Question

On the P–T projection of PbTe, the curve for solid + Te-rich melt + vapour climbs alongside the vapour pressure of liquid Te, turns over at a pressure maximum, and then falls steeply to the melting point. Is there a Clapeyron-type formula for its slope? What fixes the pressure maximum? And is the highest temperature of the loop exactly the congruent point, where melt and crystal have the same composition?

Answer

There is such a formula. The pressure maximum is the zero of its numerator and the temperature maximum is the zero of its denominator. The latter is not the congruent point, but for PbTe it misses it by a few parts in 10⁸ in composition.

The slope

Conventions: x is the atom fraction of Te; s, v, h, g are per mole of atoms; S, L, V label solid, liquid and vapour; P is the total pressure of the system's own vapour, with no inert gas. Two components in three phases leave one degree of freedom. Each phase obeys a Gibbs–Duhem equation, with T, P and both chemical potentials common to all three:

v dP − s dT = dμPb + x dΔ, Δ = μTe − μPb.

Subtract the equation of the solid from the other two:

(vL − vS) dP − (sL − sS) dT = (xL − xS) dΔ
(vV − vS) dP − (sV − sS) dT = (xV − xS) dΔ.

Multiply the first by (xV − xS), the second by (xL − xS), and equate:

dP/dT = N/D
N = (xL − xS)(sV − sS) − (xV − xS)(sL − sS)
D = (xL − xS)(vV − vS) − (xV − xS)(vL − vS).

Entropies can be traded for enthalpies. Ts = h − g, and at equilibrium g = μPb + xΔ is the same linear function of x in all three phases. Any term linear in x cancels from N, so

T·N = (xL − xS)(hV − hS) − (xV − xS)(hL − hS).

T·N and D are the enthalpy and volume changes of the balanced reaction (xV − xS) L → (xV − xL) S + (xL − xS) V, in which melt is consumed by crystallising and evaporating together. Evaporation costs heat and crystallisation returns it; the pressure is at its maximum where the two cancel. The vapour adds volume and freezing removes a little; the temperature is at its maximum where those cancel:

xL − xS = (xV − xS)(vL − vS)/(vV − vS).

This vanishes only if the vapour has the composition of the solid or the solid melts without change of volume. At xL = xS itself the slope is (sL − sS)/(vL − vS), the finite Clapeyron slope of congruent melting, so T is still changing there. For a solid that expands on melting, the maximum lies on the side towards the vapour composition, here the Te-rich side.

Estimate by hand

Take PbTe as a line compound, xS = 1/2, the vapour as pure Te2, xV = 1, and the melt as an ideal mixture of PbTe units (mole fraction y) and Te atoms (1 − y). Approximate inputs: melting point 1200 K, enthalpy of fusion 57 kJ per mole of PbTe, and for liquid Te log10(P°/atm) = 4.72 − 5960/T, which means about 114 kJ per mole of Te2.

Measure enthalpies from solid PbTe and liquid Te, which is allowed because linear terms drop out. Then hS = 0, hV = 114/2 = 57 kJ/mol, hL = 57y/(1 + y) kJ/mol and xL − 1/2 = (1 − y)/[2(1 + y)]. Setting N = 0 gives y/(1 − y) = 114/(2 × 57) = 1, so y = 1/2 and xL = 1/(1 + y) = 2/3. The ideal liquidus, ln y = −(57 kJ/mol / R)(1/T − 1/1200 K), gives 1/T = (8.33 + 1.01) × 10⁻⁴ K⁻¹, or T ≈ 1070 K. There P° ≈ 0.14 atm, and the Te activity 1/2 enters squared: P ≈ 0.035 atm.

For the temperature maximum, the solid has about 20 cm³ per mole of atoms and expands by roughly 3 % on melting (approximate), so vL − vS ≈ 0.6 cm³/mol. This melt model has no free Te left at x = 1/2, so borrow the peak pressure as a ceiling. With R ≈ 82 cm³ atm/(mol K) and two atoms per molecule, vV = RT/2P ≈ 1.4 × 10⁶ cm³/mol, and xL − xS ≈ 0.5 × 0.6/(1.4 × 10⁶) ≈ 2 × 10⁻⁷ at most.

Careful calculation

Two things are added: the PbTe units in the melt dissociate partly, and the vapour contains PbTe molecules. The melt is an ideal mixture of Pb, Te and PbTe species with mole fractions yPb, yTe, yC, and the element activities relative to the pure liquids are yPb and yTe. All enthalpies are held constant. The approximate inputs are:

Tm = 1197 K.
Pb(l) + Te(l) → PbTe(s): ΔH = −Hf = −91 kJ/mol, ΔS = −37 J/(mol K). Coexistence with the solid requires yPb·yTe = Ks = exp(37/R − 91000/RT), in SI units.
Te2 over the melt: P(Te2) = P° yTe², with Hv = 5960 K × R ln 10 = 114.1 kJ/mol.
PbTe(g) over the solid: log10(P(PbTe)/atm) = 7.73 − 11430/T, so Hs = 218.8 kJ/mol.
PbTe(s) → PbTe unit in the melt: enthalpy Hc, so yC(T) = yC(Tm) exp[−(Hc/R)(1/T − 1/Tm)].

The sum yPb + yTe = 1 − yC and the product Ks give

yTe, yPb = ½ {(1 − yC) ± [(1 − yC)² − 4Ks]^½},

with the upper sign for yTe on the Te-rich branch. The root vanishes at Tm, where Ks = 0.00916, yTe = yPb = 0.0957 and yC = 0.809. The dissociated fraction of formula units is α = yTe/(1 − yTe) = 0.106, and the enthalpy of fusion is (1 − α)Hc + αHf. I chose Hc = 53 kJ/mol so that this returns 57.0 kJ/mol; that number is a fit, not a test.

Atomic Pb in the vapour is dropped. With the approximate log10(P/atm) = 4.91 − 9700/T for liquid Pb it amounts to 6 × 10⁻⁵ atm at Tm; atomic Te is typically of order 10⁻⁴ atm. Both are below one per cent of the total. The homogeneity range of the solid, typically of order 10⁻⁴ in x, is irrelevant except at the very top. With f = P(Te2)/P and the same enthalpy zero as before:

xL − xS = (yTe − yPb)/[2(1 + yC)], hL = (Hc yC + Hf yPb)/(1 + yC)
xV − xS = f/2, hV = [f Hv + (1 − f) Hs]/2, vV = RT/2P.

The loop in this model, pressures in atm:

T/K | xL | P(Te2) | P(PbTe) | P
1000 | 0.778 | 0.0294 | 0.0002 | 0.0296
1099 | 0.660 | 0.0473 | 0.0021 | 0.0495
1107 | 0.650 | 0.0471 | 0.0025 | 0.0497
1180 | 0.550 | 0.0213 | 0.0111 | 0.0323
1197 | 0.500 | 0.0050 | 0.0152 | 0.0202

Slope at 1000 K. Here xL − xS = 0.2776, xV − xS = 0.4966, hV = 57.40 and hL = 11.85 kJ/mol, so T·N = 10.05 kJ/mol. With vV = 1.39 × 10⁶ cm³/mol, the solid volume is 1.5 × 10⁻⁵ of it, and D = (xL − xS)RT/2P. Then d ln P/dT = 2 T·N/[(xL − xS)RT²] = 0.0087 K⁻¹, against Hv/RT² = 0.0137 K⁻¹ for pure Te. Differentiating P(Te2) + P(PbTe) directly gives the same expression, as it must.

Pressure maximum. Multiplying N = 0 through by 4(1 + yC)/[f (yTe − yPb)] gives

Hv + Hs·P(PbTe)/P(Te2) = G(T), G = 2(Hc yC + Hf yPb)/(yTe − yPb).

The root is T = 1107 K, with xL = 0.65, xV = 0.974 and P = 0.0497 atm. Diagrams of this system are often drawn for the Te2 partial pressure, and its maximum is a different point. Differentiating the sum and product conditions gives d ln yTe/dT = −G/2RT², so d ln P(Te2)/dT = (Hv − G)/RT², which vanishes at 1099 K with P(Te2) = 0.0473 atm. The zero of N belongs to the total pressure.

Temperature maximum. Write δ = xL − xS. With xV − xS = f/2 and vV = RT/2P ≫ vS the total pressure cancels:

δ* = (vL − vS) P(Te2)/RT.

The lattice constant 6.462 Å at 300 K (compiled value, Hummer 2007) and eight atoms per cubic cell give vS = 20.31 cm³/mol. A typical linear expansion coefficient of 20 × 10⁻⁶ K⁻¹ brings this to 21.4 cm³/mol at Tm, and 3 % of that is 0.64 cm³/mol. With P(Te2) = 0.0050 atm, δ* = 3 × 10⁻⁸. The vapour at the top has xV = 0.625, richer in Te than the solid, so δ* is positive.

A second route confirms this and gives the temperature gain. At fixed pressure the liquidus near its top is a parabola, T = Tm − cδ². Expanding (1 − yC)² − 4Ks = 4(1 + yC)²δ² to first order in Tm − T gives c = (1 + yC)RT²/(yTe Δh) = 7.9 × 10³ K, where Δh = 28.5 kJ per mole of atoms is the enthalpy of fusion. Along the three-phase line the pressure rises with δ. To first order yTe and yPb change by opposite fractions ±δ(1 + yC)/yTe, so dP/dδ = 2P(Te2)(1 + yC)/yTe = 0.19 atm. Pressure raises the melting point at the Clapeyron rate b = T(vL − vS)/Δh = 2.7 × 10⁻³ K/atm. The sum T = Tm + b(dP/dδ)δ − cδ² peaks at δ = b(dP/dδ)/2c, which reduces to (vL − vS)P(Te2)/RT, the same δ*. The gain is cδ*² = 9 × 10⁻¹² K, reached 6 × 10⁻⁹ atm above the pressure of the congruent point. For a real crystal xS at the top need not be exactly 1/2, and that offset can be as large as the homogeneity range; δ* is measured from the actual xS. The finite range alters the parabola only slightly, because the solid's composition responds to Δ far more weakly than the melt's.

So the order of events, coming up the Te-rich branch, is this: N and D positive and P rising; N = 0 at the pressure maximum; N negative and P falling as T rises; D = 0 at the temperature maximum; then, an unresolvable distance further, the congruent point. A pressure maximum must occur on this branch whenever the vapour at the top is richer in Te than the solid and the slope at the low-temperature end is positive, because N is then negative as δ → 0.

Why the two differ

The pressure maximum moved from 1070 K and 0.035 atm to 1107 K and 0.0497 atm, that is by 37 K and a factor 1.4, while xL hardly moved (2/3 to 0.65). Switching on the refinements one at a time accounts for this.

First, the rounded top of the liquidus: +35 K. The hand estimate hangs the liquidus from y = 1 at 1200 K, a cusp. In the dissociating melt yC is only 0.809 at Tm, and the exponential for yC(T) would reach 1 at T* = 1247 K. The flanks of the liquidus point at that virtual cusp, and dissociation cuts the tip off. Redo the hand estimate with T* and Hc = 53 kJ/mol, still without free Pb: y/(1 − y) = Hv/2Hc gives y = 0.518, T = 1105 K and P = 0.049 atm. Over those 35 K, P° grows by a factor 1.50 while the squared activity changes by only 0.93. This step carries nearly the whole difference in pressure. The composition is fixed by a ratio of enthalpies, which the estimate had nearly right; the temperature depends on where the liquidus is anchored, and the pressure depends on it exponentially.

Second, free Pb in the melt: −6 K. At 1099 K yPb is only 0.008, but it adds to the heat released on freezing and shortens the lever yTe − yPb. Together these raise G by 6 %, so G reaches Hv earlier, at 1099 K.

Third, PbTe molecules in the vapour: +8 K. At 1107 K they stand at 0.054 of the Te2 pressure, but they carry nearly twice the enthalpy, adding 11.8 kJ/mol to the left side of the condition. G rises by about 1.4 kJ/mol per kelvin in this range, which converts that into 8 K. The second and third effects nearly cancel.

For the temperature maximum the careful δ* is a factor of 6 below the hand ceiling. Since δ* is proportional to the Te2 pressure at the top, the cause is plain: 0.0050 atm there is 7 times less than the borrowed 0.035 atm, and the slightly larger volume of melting takes a little back. Only one figure of δ* is meaningful, given the rough 3 %.

How far to trust the numbers

They are the model's. Four figures in T serve only to separate the steps above. The largest neglected term is non-ideal mixing between PbTe units and Te, which in the real melt is attractive and matters more than any of the three refinements. As typical knowledge, not as measurement: the Te-side eutectic lies near 684 K with roughly 11 at.% Pb, where this model dissolves only 1.5 at.%, and the Te2 peak on the real loop is typically put nearer 0.01 to 0.02 atm, so the model's peak pressure is too high by a factor of roughly three. A lower Te2 pressure gives PbTe(g) proportionally more weight and widens the 8 K gap between the Te2 maximum and the total-pressure maximum. The model's result is a pressure maximum near 1100 K at xL ≈ 0.65 and about 0.05 atm, and a temperature maximum displaced from the congruent point by about 3 × 10⁻⁸ in x and 9 × 10⁻¹² K in T. The conditions N = 0 and D = 0 are exact and do not depend on the model.